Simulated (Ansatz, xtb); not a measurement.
C5H7BClN: which of two isomers lies lower

Structure X is `CC#C[B@H-](Cl)[N+]#CC`, a singlet and structure Y is `[BH3-][n+]1ccccc1Cl`, a singlet. Both are isolated molecules in the gas phase, relaxed with r2SCAN-D4/def2-SVP.

X (Å):

```yaml
atoms:
  - { symbol: C, position_ang: [-1.7703, 2.3119, 2.7364] }
  - { symbol: C, position_ang: [-0.9762, 1.5182, 1.8135] }
  - { symbol: C, position_ang: [-0.2865, 0.8572, 1.0498] }
  - { symbol: C, position_ang: [-0.8737, -0.5372, -2.1370] }
  - { symbol: C, position_ang: [-1.6324, -0.8086, -3.3353] }
  - { symbol: B, position_ang: [0.6019, 0.0046, 0.0967] }
  - { symbol: Cl, position_ang: [2.1067, 0.8898, -0.5801] }
  - { symbol: N, position_ang: [-0.2621, -0.3144, -1.1842] }
  - { symbol: H, position_ang: [-1.1343, 3.0126, 3.3028] }
  - { symbol: H, position_ang: [-2.5293, 2.9124, 2.2073] }
  - { symbol: H, position_ang: [-2.2977, 1.6783, 3.4693] }
  - { symbol: H, position_ang: [0.9048, -1.0952, 0.5307] }
  - { symbol: H, position_ang: [-2.6386, -0.3721, -3.2472] }
  - { symbol: H, position_ang: [-1.1225, -0.3636, -4.2032] }
  - { symbol: H, position_ang: [-1.7213, -1.8946, -3.4879] }
```

Y (Å):

```csv
atom,x (Å),y (Å),z (Å)
C,-1.3992,-0.1405,0.6478
C,-1.6377,-1.2141,-0.1966
C,-1.2582,-1.1169,-1.5387
C,-0.6540,0.0568,-1.9778
C,-0.4476,1.0952,-1.0649
B,-0.5778,2.1957,1.2866
Cl,0.2961,2.5412,-1.6025
N,-0.8118,1.0072,0.2324
H,-1.1807,3.1674,0.8481
H,0.6286,2.4063,1.3045
H,-1.0188,1.7833,2.3471
H,-1.6686,-0.1467,1.7051
H,-2.1155,-2.1119,0.2005
H,-1.4293,-1.9418,-2.2353
H,-0.3349,0.1953,-3.0118
```

Quicker runs give these differences E(Y) − E(X): GFN2-xTB −35.5 kcal/mol; HF/STO-3G +1.2 kcal/mol (at GFN2-xTB geometries); r2SCAN-D4/def2-SVP//GFN2-xTB −14.3 kcal/mol.

Task: Estimate which is lower in electronic energy at CCSD(T)/def2-SVP + ΔMP2/def2-TZVPP, and by roughly how much.

Result: The CCSD(T)/def2-SVP + ΔMP2/def2-TZVPP calculation puts structure Y lower, by 2.8 kcal/mol.

Level by level:

| level | geometry | E(Y) − E(X) (kcal/mol) | departure from the last row (kcal/mol) | job, with rough time for the two |
| --- | --- | --- | --- | --- |
| GFN2-xTB | GFN2-xTB | −35.5 | −32.7 | optimisation, 0.17 s |
| HF/STO-3G | GFN2-xTB | +1.2 | +4.0 | single point, 0.44 s |
| r2SCAN-D4/def2-SVP//GFN2-xTB | GFN2-xTB | −14.3 | −11.5 | single point, 4.4 s |
| r2SCAN-D4/def2-SVP | r2SCAN-D4/def2-SVP | −12.3 | −9.5 | optimisation, 77 s |
| HF/def2-SVP | r2SCAN-D4/def2-SVP | +9.6 | +12.4 | part of the CCSD(T) run |
| MP2/def2-SVP | r2SCAN-D4/def2-SVP | −1.2 | +1.6 | part of the CCSD(T) run |
| CCSD(T)/def2-SVP | r2SCAN-D4/def2-SVP | −1.7 | +1.0 | single point |
| CCSD(T)/def2-SVP + ΔMP2/def2-TZVPP | r2SCAN-D4/def2-SVP | −2.8 |  | single point, 1.8 min |

As drawn, Y has 2 C∷N, 4 C∷C, 1 C–Cl, 2 B–H in place of 2 C–C, 1 C≡C, 1 C–B, 1 B–Cl, 1 C≡N, 2 C–H (∷ is an aromatic bond). Structure X has no ring, Y a 6-membered ring (with an aromatic ring).

HF/STO-3G, HF/def2-SVP put the two in the other order. The largest departure from CCSD(T)/def2-SVP + ΔMP2/def2-TZVPP is that of GFN2-xTB, 32.7 kcal/mol. A small imaginary or near-zero mode remains, so no thermal terms are given. The last row adds to CCSD(T) the change of the MP2 difference between the two basis sets, here −1.0 kcal/mol.

The correlated steps freeze 12 core orbitals. Codes used: Ansatz 0.2.0, xtb 6.7.1; the last row on 4 threads of Arm Neoverse V1 on a shared host.

The 2-chloropyridine-borane adduct Y is probably the lower isomer, but only narrowly, because two large bonding effects nearly cancel. Y gains aromatic stabilisation and exchanges the π bonds of an alkyne and a nitrile for a ring framework. X keeps chlorine on boron, where the bond is strong and polar, whereas Y has a weaker C–Cl bond and more B–H bonds.

Electron correlation decides the order: with the same basis and geometries, Hartree–Fock favours X by 9.6 kcal/mol, while MP2 and CCSD(T) both slightly favour Y. This suggests that correlation stabilises the compact, delocalised ring more than the open chain. The modest error of HF/STO-3G therefore probably reflects cancellation between its minimal basis and the missing correlation. r2SCAN gets the sign right but exaggerates the preference, and relaxing the geometries changes it little. The close energies say nothing about easy interconversion, which would require extensive bond reorganisation.
